A strong absorption band of an organic molecule has an oscillator strength of some tenths; one that lifts an electron from one half of the molecule to the other may have only thousandths. A hole and an electron 4 Å apart attract each other by about 3.6 eV, so an electron can be sent that far for much less than the energy of freeing it. Both magnitudes matter in the molecule treated here, a benzene ring with a trifluoromethyl group and, in the meta position to it, a pyrrole ring bound through its nitrogen.

Eight lowest vertical singlet excitations of neutral 1-[3-(trifluoromethyl)phenyl]pyrrole, C11H8F3N, in the gas phase, computed with PySCF 2.14.0 at the Tamm-Dancoff PBE0/def2-SVP level on a GFN2-xTB geometry. The calculation uses density fitting, and the core orbitals are frozen in the response.

```
row  singlet state  singlet energy (eV)  singlet oscillator strength  singlet exciton size (Å)  singlet orbital overlap lambda  singlet main from  singlet main to
  1              1                4.510                        0.002                     4.640                           0.300               HOMO             LUMO
  2              2                4.750                        0.007                     4.400                           0.350               HOMO           LUMO+1
  3              3                4.850                        0.034                     3.900                           0.660             HOMO-1             LUMO
  4              4                5.240                        0.476                     3.910                           0.650             HOMO-1           LUMO+1
  5              5                6.120                        0.038                     3.880                           0.730             HOMO-2             LUMO
  6              6                6.680                        0.075                     3.320                           0.740             HOMO-3             LUMO
  7              7                6.820                        0.045                     3.890                           0.680             HOMO-1           LUMO+2
  8              8                7.050                        0.040                     3.250                           0.690               HOMO           LUMO+2
```

The oscillator strength f measures how strongly light drives an excitation. The exciton size is the root-mean-square distance between electron and hole. Lambda is the spatial overlap of the orbitals that the electron leaves and enters, from 0 for none to 1 for complete. The last two columns name the leading orbital pair only.

(a) State 1 is the excitation from the highest occupied to the lowest empty orbital. Why does it hardly absorb?

Solution. Light couples to the transition density, the product of the orbital that is left and the orbital that is entered. Where either is zero, the product is zero. The intensity therefore depends first on whether the two orbitals meet anywhere.

Here they meet only a little. In the same calculation 97% of the HOMO lies on the four carbon atoms of the pyrrole ring. This is the familiar pyrrole π orbital with a node at nitrogen, and nitrogen is the only bridge to the benzene ring. The LUMO, for its part, lies on the benzene ring, which the trifluoromethyl group makes a better acceptor. Excitation thus moves the charge from ring to ring, and the centres of hole and electron end up 3.8 Å apart. State 2 does the same with the next empty orbital, and these two states have the smallest lambda in the table.

State 8 is a useful control, because it starts from the same HOMO but ends in an orbital centred on the pyrrole ring. Lambda rises from 0.30 to 0.69, and the transition dipole becomes 3.7 times as large. This fits the separation of the two orbitals as the main reason why state 1 is dark. One comparison can't prove it, since states 3 and 4 differ almost as much in transition dipole at nearly equal lambda. States 6 to 8 lie above the ionisation threshold of this calculation, minus the HOMO energy or 6.49 eV, and the basis has no diffuse functions. Their energies, strengths and numbers in the list are thus provisional, and comparisons with them are only qualitative.

Yet state 8 is still weak, with f = 0.040. Overlap is needed for intensity, but it isn't enough.

(b) States 3 and 4 have nearly the same lambda and the same exciton size. Why is state 4 fourteen times as strong?

Solution. In atomic units the oscillator strength is

f = (2/3) E μ²

where E is the excitation energy and μ the transition dipole. The energies of the two states differ by only 8%, so the contrast must come from μ², which differs by a factor of 13. Lambda can't reveal this, because it compares the magnitudes of orbitals and ignores their signs. A transition density may be large everywhere and still have positive and negative parts whose dipoles cancel.

Symmetry shows along which direction they must cancel. Leave out the trifluoromethyl group for a moment: the line through nitrogen and the benzene ring is then a twofold axis, even if the rings are twisted against each other. Both states start mainly from HOMO-1, a π orbital with 22% of its weight on nitrogen and the rest spread over both rings. A π orbital with weight on atoms of the axis changes sign under a half turn. If the electron enters an orbital that also changes sign, the product keeps its sign, and its dipole can point only along the axis. If the electron enters an orbital with nodes on the axis, the dipole can point only across it.

The calculation bears this out, with the axis taken as the direction in which charge moves from ring to ring in state 1. In state 4 the electron has 43% of its weight on the two ring carbons that lie on the axis, and the transition dipole of 1.93 atomic units points along the axis almost exactly. That is the dipole of one elementary charge moved by 1.93 × 0.529 Å, or about 1 Å. In state 3 the electron sits mainly on the four carbons beside the axis, and the component along the axis falls to 0.41. Symmetry settles only the direction, however. It allows state 3 a dipole across the axis, and that this amounts to no more than 0.35 is a result of the calculation, not of the symmetry argument.

Why does any of the component along the axis survive in state 3? The real molecule has its trifluoromethyl group off the axis, which spoils the symmetry. LUMO and LUMO+1 are accordingly tilted with respect to the axis, and each state mixes excitations into both. The dipoles suggest that the two contributions reinforce each other along the axis in state 4 and largely cancel in state 3. This reading rests on the symmetry argument and on where the electron is found, not on the signs of the amplitudes themselves.

A favourable direction is a permission, not a guarantee. State 7 also has its dipole along the axis, but only about a quarter as large as that of state 4. In states 5 and 6 no orbital pair dominates, so their labels in the table describe them poorly; partial cancellation among the several pairs may keep them weak, though this has not been tested.

For practical use, the HOMO–LUMO excitation is a poor guide to where this molecule absorbs. State 4 carries two thirds of the summed oscillator strength of the eight states, and it lies 5.24 − 4.51 = 0.73 eV above state 1. The Tamm-Dancoff treatment makes the intensities approximate, so the strength of state 4 is better read as "about a half" than as three digits.

(c) What does the exciton size tell about charge transfer? Use it to estimate the energy of state 1, and judge whether that state is safely the lowest.

Solution. The square of the exciton size is the square of the distance between the centres of hole and electron, plus a part that comes from how widely each is spread and how their motions are correlated. In state 1 the displacement supplies two thirds of the total. State 7 has almost the same exciton size as state 4, 3.9 Å, yet its centres are only 0.09 Å apart, against 1.9 Å in state 4. A large exciton can therefore mean charge that has moved or charge that is merely spread out, and the size alone doesn't say which.

For the energy, start from the gap between the two orbitals and subtract the attraction between electron and hole. In a hybrid functional this attraction enters through exact exchange, so only the fraction a of it is counted, and a = 0.25 in PBE0. The remaining terms contain the transition density, which is small in state 1, and are dropped:

E ≈ gap − a e²/r

With a gap of 5.35 eV, e² = 14.4 eV Å and the exciton size for r, this becomes

E ≈ 5.35 − 0.25 × 14.4/4.64 = 5.35 − 0.78 = 4.57 eV

The full calculation gives 4.51 eV. No constant was adjusted to these energies, and the same recipe places state 2 at 4.76 eV, against 4.75 eV in the table. Such closeness flatters the model. With the distance between the centres, 3.80 Å, in place of the exciton size, state 1 would come out at 5.35 − 0.25 × 14.4/3.80 = 4.40 eV. An accuracy of one or two tenths of an electronvolt is a fairer claim. The recipe isn't meant for states 3 and 4, where two orbital pairs mix and the transition density is no longer small. The output printed below gives the estimates made with the exciton size, and the dipole components used in (b).

The estimate also shows where the functional is vulnerable. At long range the true attraction is the whole of e²/r, not a quarter of it, and the true cost of removing an electron from one ring and adding it to the other is larger than the PBE0 orbital gap. The two errors oppose each other, but as a rule they don't cancel, and charge-transfer states come out too low. State 3, which is less of a charge-transfer state, lies only 0.34 eV above state 1 and 0.10 eV above state 2. A correction of ordinary size could reverse that order, so the table doesn't settle which state is the lowest. The weakness of states 1 and 2 is on firmer ground, since it follows from where the orbitals lie, though a shift that brought them close to state 4 could let them borrow some of its intensity.

Output of the analysis:

```
Transition dipole (au) and make-up of the exciton size (angstrom):
  row  dipole  along axis  across axis  hole-electron distance  percent of size squared from displacement  size without displacement
    1  0.1291     0.04368       0.1215                   3.799                                      67.04                      2.664
    2  0.2387      0.0382       0.2356                   3.459                                       61.8                      2.719
    3  0.5342      0.4051       0.3483                   1.984                                      25.88                      3.358
    4   1.926       1.926       0.0232                   1.869                                      22.85                      3.434
    5  0.5052      0.3574       0.3571                   1.509                                      15.13                      3.575
    6  0.6787      0.6323       0.2467                   0.354                                      1.137                      3.301
    7  0.5181      0.5166      0.03865                   0.087                                    0.05002                      3.889
    8  0.4791      0.1144       0.4653                   0.841                                      6.696                      3.139
Share of the summed oscillator strength in state 4 (percent): 66.39
Oscillator strength, state 4 over state 3: 14
Excitation energy, state 4 over state 3: 1.08
Squared transition dipole, state 4 over state 3: 13
Dipole along the axis, state 4 over state 3: 4.754
Transition dipole, state 8 over state 1: 3.711
HOMO weight on the four pyrrole carbons (percent): 96.6
HOMO-1 weight on nitrogen (percent): 22.4
Electron weight on the two axis carbons of the aryl ring in state 4 (percent): 43
Energy of state 2 less state 1 (eV): 0.24
LUMO+1 less LUMO (eV): 0.2359
HOMO-LUMO gap (eV): 5.347
Estimated energy of state 1 (eV): 4.571
Estimated energy of state 2 (eV): 4.765
Energy of state 3 less state 1 (eV): 0.34
Energy of state 3 less state 2 (eV): 0.1
Number of states above minus the HOMO energy: 3
```
